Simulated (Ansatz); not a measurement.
Cu (I4/mmm), a film clamped to a substrate

Level of theory: DFT r2SCAN, scalar-relativistic, plane waves, PAW (Ansatz 0.2.0). The runs took a 500 eV cutoff, a Γ-centred 24×24×24 mesh and Gaussian smearing (0.15 eV). No spin polarisation. Energies are free energies at this smearing, counted from the undisturbed cell; pressure is positive in compression.

Zero of the scan (as given, not relaxed at this level; it stands at 0.3 GPa; this bcc form isn't the usual structure):

```yaml
crystal:
  lattice:
    - [-1.44279, 1.44279, 1.37608]
    - [1.44279, -1.44279, 1.37608]
    - [1.44279, 1.44279, -1.37608]
  atoms:
    - { symbol: Cu, position: [0.00000, 0.00000, 0.00000] }
```

The cell (1 atom, V0 = 11.46 Å³) is strained by p along both x and y and by q along z, fractional coordinates fixed. τp = (1/V0) ∂E/∂p = (σxx + σyy)(1 + p)(1 + q) and τq = (1/V0) ∂E/∂q = σzz(1 + p)², with tension positive.

| p | q | ΔE (meV/atom) | τp (GPa) | τq (GPa) |
| --- | --- | --- | --- | --- |
| 0.000 | 0.000 | 0.00 | -0.55 | -0.30 |
| -0.025 | 0.000 | 16.50 | -18.60 | -9.14 |
| 0.025 | 0.000 | 12.37 | 13.86 | 6.89 |
| 0.000 | -0.025 | 4.83 | -8.80 | -5.28 |
| 0.000 | 0.025 | 3.04 | 7.18 | 3.56 |

**Question.** Get the second derivatives of the energy density.

**Answer.** Central differences give A = ∂τp/∂p = 649 GPa (C11 + C22 + 2 C12), C = ∂τq/∂q = 177 GPa (C33) and the cross term B = ∂τq/∂p = 321 GPa (C13 + C23); ∂τp/∂q = 320 GPa must equal B, and any difference shows higher-order terms. The ions are clamped.

**Question.** A film of this crystal grows with z along the normal on a substrate that imposes p. How does its thickness respond, and what does the misfit cost?

**Answer.** Count p and q from the stress-free cell. A free surface needs τq = 0, so q = −(B/C) p = -1.81 p. The energy density left is (A − B²/C) p²/2 = M p², with the biaxial modulus M = 34 GPa (a small difference of large numbers, so errors of a few per cent in A, B and C become tens of per cent in M); a misfit of 1 % costs 0.24 meV/atom, against 2.32 meV/atom if the thickness were held.

In a metal these slopes depend on the k mesh and the smearing.

Cost: 25 runs of about 7.2 core-minutes in all, on Intel Xeon Processor @ 2.70GHz (shared hosts).

The film accommodates misfit mainly by changing shape, not volume. A thickness response of -1.81 p is close to the value of minus two that would conserve volume, and letting the surface relax cuts the cost of a 1 % misfit from 2.32 to 0.24 meV/atom. Compressing copper meets the kinetic energy of its sp electrons and the overlap repulsion of its filled d shells. A tetragonal shear at nearly fixed volume mostly rearranges neighbours, and with the d band full, little directional bonding resists it.

This shear follows the Bain path, on which the cell lies slightly to the flattened side of ideal bcc. In-plane compression therefore drives the film towards bcc and, further on, fcc. The small modulus probably reflects the flat energy landscape there, so the harmonic cost shouldn't be extrapolated to large misfits. The positive curvature supports local stability against the tetragonal strains sampled, but says nothing about shears that make the in-plane axes unequal or change the angle between them, which could still destabilise the film.
